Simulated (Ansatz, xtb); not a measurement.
## CH4BFO: which of these isomers lies lowest?

3 of its isomers, all singlets with charge 0: A = `COBF`; B = `CB(O)F`; C = `OCBF`.

Shapes, held fixed at every level: PBE0-D4/def2-TZVP. Flexible molecules stand in one conformer, not always the lowest. Programs: Ansatz 0.2.0, xtb 6.7.1.

A:

```xyz
8

C    -0.1922    1.0538   -0.0544
O     0.1243   -0.1580   -0.7080
B     0.2709   -1.3058   -0.0345
F     0.5676   -2.3930   -0.7306
H    -0.2969    0.9141    1.0250
H    -1.1287    1.4400   -0.4601
H     0.6011    1.7778   -0.2484
H     0.1459   -1.3861    1.1551
```

B:

```xyz
8

C    -0.3756    0.8975   -0.2783
B     0.3246   -0.4657    0.0037
O    -0.0510   -1.2703    1.0247
F     1.3357   -0.8733   -0.7799
H    -0.7863    0.9097   -1.2924
H    -1.1788    1.1090    0.4269
H     0.3527    1.7130   -0.2355
H     0.4710   -2.0770    1.0750
```

C:

```xyz
8

O    -1.2405    0.7626   -0.1693
C     0.1179    0.4250   -0.0136
B     0.3686   -1.1120    0.0760
F    -0.6229   -1.9767    0.0072
H    -1.3191    1.7175   -0.2173
H     0.5631    0.8720    0.8937
H     0.7442    0.7998   -0.8434
H     1.4810   -1.5454    0.2108
```

Electronic energies in kJ/mol, without zero-point or thermal terms.

Q: Which isomer should be the most stable, and roughly by how much?

A: B < A < C in rising energy, over a span of 260 kJ/mol, by CCSD(T)/CBS estimate. All levels agree on that. The B − A difference spans -108.8 to -60.0 kJ/mol over the levels. The CBS estimate extrapolates MP2 from def2-TZVPP and def2-QZVPP and adds CCSD(T) − MP2 in the triple-zeta set, cores frozen.

```tsv
level	kind	B − A	C − A
GFN0-xTB	semi-empirical	-60.0	+106.8
SPW92/def2-TZVPP	LDA	-108.8	+153.2
PBE-D4/def2-TZVPP	GGA	-105.3	+148.0
B2PLYP/def2-TZVPP	double hybrid	-102.8	+157.9
MP2/def2-SVP	perturbation theory	-106.1	+172.0
CCSD(T)/def2-SVP	coupled cluster or CI	-99.7	+169.9
CCSD/def2-SVP	coupled cluster or CI	-100.5	+168.8
CCSD(T)/def2-TZVPP	coupled cluster or CI	-104.9	+155.8
CCSD(T)/CBS estimate	coupled cluster or CI	-106.7	+153.5
```

Methylfluoroborinic acid (B) is clearly the lowest of the three isomers, and the hydroxymethylborane (C) clearly the highest. The main divide is the B–O bond. In A and B, oxygen binds directly to boron and donates lone-pair density into its empty p orbital, adding π character to a strong, polar σ bond. C has oxygen on carbon instead, leaving fluorine as the only π donor attached to boron. A and B both keep the B–O link, so their gap reflects the other bonds: B exchanges the C–O and B–H bonds of A for O–H and B–C, and the strong O–H bond probably accounts for much of the gain.

For C − A, enlarging the basis from def2-SVP to def2-TZVPP lowers the CCSD(T) value from +169.9 to +155.8 kJ/mol, whereas triples barely matter in the smaller set. The remaining error is therefore unlikely to threaten the order. These energy differences don't show whether A or C would persist kinetically, since no rearrangement barriers were computed.
